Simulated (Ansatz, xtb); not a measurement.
**Two isomers of CH4BFO**

Structure a is `COBF`, a singlet and structure b is `CB(O)F`, a singlet. Both are isolated molecules in the gas phase, relaxed with r2SCAN-D4/def2-SVP; the shapes shown needn't be the lowest conformers.

a (Å):

| atom | x (Å) | y (Å) | z (Å) |
| --- | --- | --- | --- |
| C | -0.5969 | 0.8550 | 2.1217 |
| B | -0.2636 | 0.7469 | -0.2673 |
| F | 0.3247 | 0.1303 | -1.2846 |
| O | -0.0235 | 0.2757 | 0.9663 |
| H | -1.2450 | 1.7120 | 1.8729 |
| H | 0.2065 | 1.1950 | 2.7931 |
| H | -1.1931 | 0.0951 | 2.6498 |
| H | -0.9835 | 1.6954 | -0.4800 |

b (Å):

```yaml
atoms:
  - { symbol: C, position_ang: [0.0560, 0.2550, 1.4600] }
  - { symbol: B, position_ang: [-0.6278, 1.5643, 0.9262] }
  - { symbol: F, position_ang: [-0.1223, 2.7474, 1.2881] }
  - { symbol: O, position_ang: [-1.7097, 1.6232, 0.1122] }
  - { symbol: H, position_ang: [1.1166, 0.2403, 1.1576] }
  - { symbol: H, position_ang: [0.0597, 0.2614, 2.5630] }
  - { symbol: H, position_ang: [-0.4093, -0.6837, 1.1242] }
  - { symbol: H, position_ang: [-2.0421, 0.7500, -0.1239] }
```

Q: Estimate E(b) − E(a) at the level CCSD(T)/def2-TZVP.

A: Calculated at CCSD(T)/def2-TZVP: E(b) − E(a) = −95.3 kJ/mol, so structure b lies lower.

How the difference moves with the method:

```tsv
level	geometry	E(b) − E(a) (kJ/mol)	departure from the last row (kJ/mol)	job, with rough time for the two
GFN2-xTB	GFN2-xTB	−2.5	+92.8	optimisation, 0.61 s
HF/STO-3G	GFN2-xTB	−42.6	+52.7	single point, 1.4 s
r2SCAN-D4/def2-SVP//GFN2-xTB	GFN2-xTB	−98.5	−3.2	single point, 8.2 s
r2SCAN-D4/def2-SVP	r2SCAN-D4/def2-SVP	−98.3	−3.0	optimisation, 95 s
HF/def2-TZVP	r2SCAN-D4/def2-SVP	−87.1	+8.2	part of the CCSD(T) run
MP2/def2-TZVP	r2SCAN-D4/def2-SVP	−100.4	−5.2	part of the CCSD(T) run
CCSD(T)/def2-TZVP	r2SCAN-D4/def2-SVP	−95.3		single point, 2.4 min
```

As drawn, b has 1 C–B, 1 O–H in place of 1 C–O, 1 B–H.

None of the levels shown reverses the order. The largest departure from CCSD(T)/def2-TZVP is that of GFN2-xTB, 92.8 kJ/mol.

With harmonic frequencies from r2SCAN-D4/def2-SVP (ideal gas, rigid rotor, one conformer each, 298.15 K, 1 atm): the zero-point term adds +0.2 kJ/mol; ΔH is −95.1 and ΔG −95.7 kJ/mol.

The correlated steps freeze 4 core orbitals. Programs: Ansatz 0.2.0, xtb 6.7.1; the last row on 1 thread of Intel(R) Xeon(R) Processor @ 2.50GHz (Skylake/Cascade Lake) on a shared host.

The methylborinic acid fluoride b lies well below the methoxyborane a, by 95.3 kJ/mol at CCSD(T). Both isomers keep the B–F and B–O bonds, and with them π donation from fluorine and oxygen into the empty boron p orbital, so this stabilisation should largely cancel. What changes is the partner of hydrogen: b exchanges a hydridic B–H bond for a strong, polar O–H bond, while the accompanying change from C–O to C–B probably costs much less than this gains.

Hartree–Fock in the larger basis already recovers most of the preference, which suggests that it stems mainly from bond polarity and electrostatics rather than from differential correlation. GFN2-xTB makes the isomers nearly degenerate, yet its geometries give almost the same r2SCAN-D4 difference as the relaxed ones; its fault therefore lies in the balance of bond energies, not in the structures. The small thermal corrections leave the preference essentially electronic. It is a thermodynamic preference only, and says nothing about the barrier to rearrangement of a into b.
